Each row of the table is one attempt to settle the electron spins of the same rigid crystal. A run with spin begins with a chosen pattern of moments on the W atoms and iterates until the spin density stops changing; the non-magnetic row was run without spin. The column "energy above lowest" then ranks the end points, and "largest site moment" gives the spin moment assigned to the most magnetic atom, in Bohr magnetons ($\mu_\mathrm{B}$).

Zincblende WTe (F-43m, a = 6.124 Å) at fixed cell and atoms, computed with Ansatz 0.2.0: PBE, plane-wave PAW, scalar-relativistic, collinear spin except in the non-magnetic run. Cutoff 420 eV, k mesh 12×12×12 (12×12×6 for doubled cells), Gaussian smearing 0.1 eV. Energies are extrapolated to zero smearing; propagation vectors refer to the primitive cell.

| start | propagation | final order | energy above lowest (meV/atom) | largest site moment (μB) |
| --- | --- | --- | --- | --- |
| ferromagnetic | 0_0_0 | ferromagnetic | 0.0 | 0.95 |
| parallel large | 0_0_0 | ferromagnetic | 0.0 | 0.95 |
| parallel small | 0_0_0 | ferromagnetic | 0.0 | 0.95 |
| antiferromagnetic doubled | 0_1/2_1/2 | antiferromagnetic | 18.4 | 0.94 |
| antiferromagnetic doubled | 0_0_1/2 | antiferromagnetic | 18.7 | 0.97 |
| non-magnetic | 0_0_0 | non-magnetic | 57.2 | 0.00 |

The column "propagation" describes how the pattern repeats. With 0_0_0 every cell is alike. The entry 0_1/2_1/2 reverses the moments from one (001) layer of W atoms to the next, and 0_0_1/2 does so from one (111) layer to the next.

### 1. How many different states do the six rows contain?

Four. The three parallel starts, with ordinary, large and small initial moments, end at the same energy and the same moment, so they are one ferromagnet reached three times. This shows that the result does not hang on the size of the initial parallel moment. The other three rows are two antiferromagnets and a non-magnetic crystal.

### 2. What does the crystal gain by having moments at all?

The non-magnetic state lies 57 meV/atom above the ferromagnet. That run was given no spin freedom, so its zero moment was imposed. The difference is therefore the energy gained when moments form and align.

A free atom is the simplest comparison. By Hund's rule, electrons in a partly filled shell keep their spins parallel, because electrons of equal spin avoid each other, which lowers the energy of the atom. In a solid the same gain has a price: the levels are spread into bands, and turning a spin over means lifting an electron into a higher level. The price is low when many states crowd around the Fermi level, which is the Stoner picture of magnetism in metals. The atomic comparison ends there, since an atom has no band width to pay for.

The calculation offers a clue that fits this picture. Its smearing entropy, which grows with the number of states near the Fermi level, falls by 43 % from the non-magnetic to the ferromagnetic state. It falls in both antiferromagnets too, so the drop accompanies the formation of moments and not one particular arrangement. This supports a Stoner-type instability without proving it.

### 3. Do the antiferromagnets cost energy because their moments shrink?

No. The W moments are 0.94 and 0.97 $\mu_\mathrm{B}$ in the two antiferromagnets, against 0.95 $\mu_\mathrm{B}$ in the ferromagnet. Their cost of about 18 meV/atom is the price of arranging nearly unchanged moments in opposite directions.

The total of 57 meV/atom thus has two unequal parts. About two thirds is already gained when moments form in an alternating pattern, and the last third comes from turning them parallel. Having a moment matters more to this crystal than which way the neighbouring moment points.

### 4. What sign does the coupling have, and how far does it reach?

The simplest model gives each pair of W atoms an energy $-J$ if their moments are parallel and $+J$ if they are opposite. A positive $J$ then favours ferromagnetism. Reversing a pair costs $2J$, shared by two atoms, so each reversed neighbour costs one W atom $J$. What remains is to count neighbours on the face-centred cubic lattice of W atoms, where each has 12 nearest and 6 second neighbours.

With alternating (001) layers, 8 nearest neighbours are reversed and no second neighbours. The table's 18.4 meV/atom is 36.8 meV per W atom, because each W brings one Te. The nearest-neighbour coupling is therefore $J_1 = 36.8/8 = 4.6$ meV, which is positive.

The second antiferromagnet, left out of that step, tests the model. With alternating (111) layers only 6 nearest neighbours are reversed, so the cost should be $6 \times 4.6 = 27.6$ meV per W atom. The calculation gives 37.4 meV, and the prediction falls short of it by 26 %. Nearest neighbours alone give the right sign but not the right pattern.

The (111) order also reverses all 6 second neighbours, and a second coupling $J_2 = 37.4/6 - 4.6 \approx 1.6$ meV closes the gap. Two couplings drawn from two energies must reproduce them, so this step is no test. Third neighbours affect the two orders in the same proportion as nearest ones, and $J_1$ silently includes them. The 12 fourth neighbours are reversed by neither order, so these energies say nothing about them. The analysis printed below gives both steps.

### 5. Why should parallel moments win?

The table shows that they do, but the reason has to be argued. The W atoms are more than 4 Å apart, and each pair shares a Te neighbour off to one side. Their d electrons can move both through bands shared with Te and by direct overlap of the extended 5d orbitals, and the runs do not say which path matters more. In a ferromagnet, an electron moving from one W atom to the next finds a level of its own spin at the same energy. Between opposite moments that level is shifted, which hinders the motion and raises the kinetic energy.

This advantage needs partly filled bands, and the ferromagnet is indeed a metal. If the d levels of one spin were full and those of the other empty, parallel neighbours would leave no room for such motion, and antiparallel order would usually be preferred. That contrast is a first guide for related compounds and not a rule: chromium metal has partly filled d bands and still orders antiferromagnetically. No run here isolates the mechanism, so it remains a plausible explanation and not a demonstrated one.

### 6. Why is the moment so small, and what would Cr do in place of W?

W and Te together bring 12 valence electrons. Eight fill the Te 5s level and the three W–Te bonding bands, which leaves four for states of mainly W 5d character. This is a count of bands: the bonding bands carry W 5d weight too, and a count by orbitals finds 5.31 electrons in the 5d shell. Four parallel spins would give 4 $\mu_\mathrm{B}$ per cell, whereas four electrons paired in the lower two d levels would give none. The computed cell moment of 1.39 $\mu_\mathrm{B}$ lies between these limits. The paired limit is not far away: in the non-magnetic run the bands that paired electrons would fill overlap the next band by only 0.25 eV.

The table's 0.95 $\mu_\mathrm{B}$ is smaller still because it counts only the spin assigned to the region around W. A count by orbitals places 1.37 $\mu_\mathrm{B}$ in the W 5d shell of the same ferromagnet. The site moment is thus good for comparing rows, but it understates how magnetic the crystal is.

Cr has the same number of valence electrons, but its 3d shell is more compact. Its bands are narrower and its electrons gain more from parallel spins, so the balance moves towards the upper limit. Zincblende CrTe is thus expected to have a moment near 4 $\mu_\mathrm{B}$ per cell, and a table like this one for it should show a much higher cost for the non-magnetic state.

### 7. Which digits can be trusted?

The ferromagnet's lead over the two antiferromagnets, about 18 meV/atom, is secure within these settings. The order of the antiferromagnets is not. The table puts the (001) pattern lower by 0.3 meV/atom, but the free energies of the same runs, which treat the smearing differently, put it higher by 0.6 meV/atom. The (111) pattern also carries a pressure of 0.32 GPa and a shear stress of 0.24 GPa in the fixed cell, and relaxing these could be worth as much as the difference. The two are best called equal. The second coupling is correspondingly soft: free energies give $J_2$ = 1.4 meV instead of 1.6 meV, while $J_1$ barely moves.

Within the same settings, the 57 meV/atom should be read as "between 50 and 60". The free energies give 55 meV/atom, and the fixed cell favours the ferromagnet, which is almost free of stress in it. The non-magnetic crystal would contract if allowed, which would lower its energy by an estimated few meV/atom, judging from its stress and a guessed stiffness.

None of these runs varied the wave cutoff or the density of the k mesh, so convergence in them is untested. Larger doubts concern the physics left out. Spin–orbit coupling is strong in both W and Te and is absent here, and PBE can overstate magnetism in metals. Only two antiferromagnetic patterns were tried and no spirals, so the ferromagnet is the lowest state found and not a proven ground state.

### 8. Up to what temperature might the order survive?

It is tempting to convert 57 meV into a temperature, but that is the cost of removing the moments altogether. Since the moments survive reversal almost unchanged, heating is expected to scramble their directions first, and the couplings of question 4 set that scale. Mean-field theory puts the ordering temperature at one third of the summed coupling to all neighbours, divided by Boltzmann's constant. The part of the sum these runs can see is $12 \times 4.6 + 6 \times 1.6 \approx 65$ meV, which leads to a few hundred kelvin; fourth neighbours are missing from it.

Only the order of magnitude has meaning, since mean-field theory usually overestimates ordering temperatures and the couplings inherit the doubts above. A more basic question also remains open: whether WTe can be made in the zincblende structure at all. These runs compare spin patterns within that structure and never set it against another.

Output of the analysis:

```
Other outputs of the runs:
                        row  free energy above lowest (meV/atom)  entropy term (meV/cell)  absolute moment (muB/cell)
              ferromagnetic                                    0                    12.91                       1.474
             parallel large                                    0                    12.91                       1.474
             parallel small                                    0                    12.91                       1.474
  antiferromagnetic doubled                                18.75                    11.68                       1.449
  antiferromagnetic doubled                                18.17                    14.93                       1.507
               non-magnetic                                 54.8                    22.72                           0
Non-magnetic cost over (001)-layer antiferromagnet cost: 3.109
Share of spin-polarisation energy kept in (001) layers, percent: 67.83
Share of spin-polarisation energy kept in (111) layers, percent: 67.31
Cost of (001) layers per W atom, meV: 36.8
Cost of (111) layers per W atom, meV: 37.4
Nearest-neighbour prediction for (111) layers, meV/atom: 13.8
Prediction less computed value, meV/atom: -4.9
Shortfall of that prediction, percent: 26.2
J1 from table energies, meV per pair: 4.6
J2 from table energies, meV per pair: 1.633
J1 from free energies, meV per pair: 4.687
J2 from free energies, meV per pair: 1.371
Mean-field ordering temperature, K, order of magnitude only: 251.4
(111) less (001) layers, table energies, meV/atom: 0.3
(111) less (001) layers, free energies, meV/atom: -0.575
Fall of entropy term from non-magnetic to ferromagnetic, percent: 43.19
W 5d moment from orbital populations, muB: 1.368
Site moment as percent of the cell moment 1.39 muB: 68.12
Volume relaxation gain of non-magnetic row, meV/atom, order of magnitude only: 2.365
```
